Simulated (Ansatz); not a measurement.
Zn2O3: the change of pressure and energy above lowest point with volume per atom

Results calculated with Ansatz 0.2.0 development build, not measured. Equation of state of a cubic crystal from periodic Kohn-Sham density functional theory without spin; pressure corrected for the finite basis.

Cell of the first row (space group Pn-3m, No. 224):
```
CELL_PARAMETERS angstrom
4.73960 0.00000 0.00000
0.00000 4.73960 0.00000
0.00000 0.00000 4.73960
ATOMIC_POSITIONS crystal
Zn 0.25000 0.25000 0.25000
Zn 0.75000 0.75000 0.25000
Zn 0.75000 0.25000 0.75000
Zn 0.25000 0.75000 0.75000
O 0.50000 0.00000 0.00000
O 0.00000 0.50000 0.00000
O 0.00000 0.00000 0.50000
O 0.50000 0.50000 0.00000
O 0.50000 0.00000 0.50000
O 0.00000 0.50000 0.50000
```

Settings of every row: formula Zn2O3; structure type cubic X2O3; functional PBE; spin treatment none; k mesh 12x12x12; occupation method fermi-dirac; occupation width 0.061225619 eV; wave cutoff 420 eV; datasets soft-1 PAW; density cutoff ratio 4.

Limits: a cubic model structure, not a phase known at ambient conditions; modest k-mesh, values are not fully converged in k.

```csv
row,volume per atom (Å³),pressure (GPa),energy above lowest point (meV/atom)
1,10.647,9.385,18.74
2,10.873,5.895,7.99
3,11.1,2.776,1.9
4,11.326,-0.013,0
5,11.553,-2.509,1.81
6,11.779,?,?
7,12.006,-6.727,15.09
```

Question: what pressure and energy above lowest point should row 6 give?

Worked fit of pressure. Take u = (V_r/V)^(2/3) − 1 with V_r = 11.213 Å³ an atom, which is twice the finite (Eulerian) strain; such expansions in the strain, on which the Birch-Murnaghan equation of state is built, carry the rest volume and the bulk modulus. The shown rows have u = 0.03513, 0.02074, 0.00678, -0.00666, -0.01972, -0.04453. Least squares give pressure = 1.3406 + 206.924 × u + 605.72 × u² + 617 × u³ GPa; a parabola predicts inner rows, each left out in turn, worse (root mean square 0.013 against 0.0056 GPa). The rows lie off it by 0.001, -0.003, 0.004, -0.002, 0.000, 0.000. The pressure vanishes at u = -0.0066, or V = 11.33 Å³ an atom, and there the bulk modulus at fixed shape and fractions is B = −V dP/dV = (2/3)(1 + u) dP/du = 132 GPa. The withheld row has u = -0.0323, so the fit gives 1.3406 + 206.924 × (-0.0323) + 605.72 × (-0.0323)² + 617 × (-0.0323)³ = -4.732 GPa.

The calculation gave -4.737 GPa. The fit lies 0.005 GPa (0.031 % of the column's range) above it; its largest miss of a shown row is 0.004 GPa.

Worked fit of energy above lowest point. Take u = (V_r/V)^(2/3) − 1 with V_r = 11.213 Å³ an atom, which is twice the finite (Eulerian) strain; such expansions in the strain, on which the Birch-Murnaghan equation of state is built, carry the rest volume and the bulk modulus. The shown rows have u = 0.03513, 0.02074, 0.00678, -0.00666, -0.01972, -0.04453. Least squares give energy above lowest point = 0.454 + 140.34 × u + 10693.4 × u² + 3620 × u³ meV/atom; a parabola predicts inner rows, each left out in turn, worse (root mean square 0.071 against 0.014 meV/atom). The rows lie off it by 0.00, -0.01, 0.00, 0.01, -0.01, 0.00. Its lowest point lies at u = -0.0066, or V = 11.32 Å³ an atom, and the curvature there gives the bulk modulus at fixed shape and fractions, B = (4/9)(1 + u)² E″(u)/V = 132 GPa. The withheld row has u = -0.0323, so the fit gives 0.454 + 140.34 × (-0.0323) + 10693.4 × (-0.0323)² + 3620 × (-0.0323)³ = 6.96 meV/atom.

The calculation gave 6.96 meV/atom. The fit meets it to the printed digit.
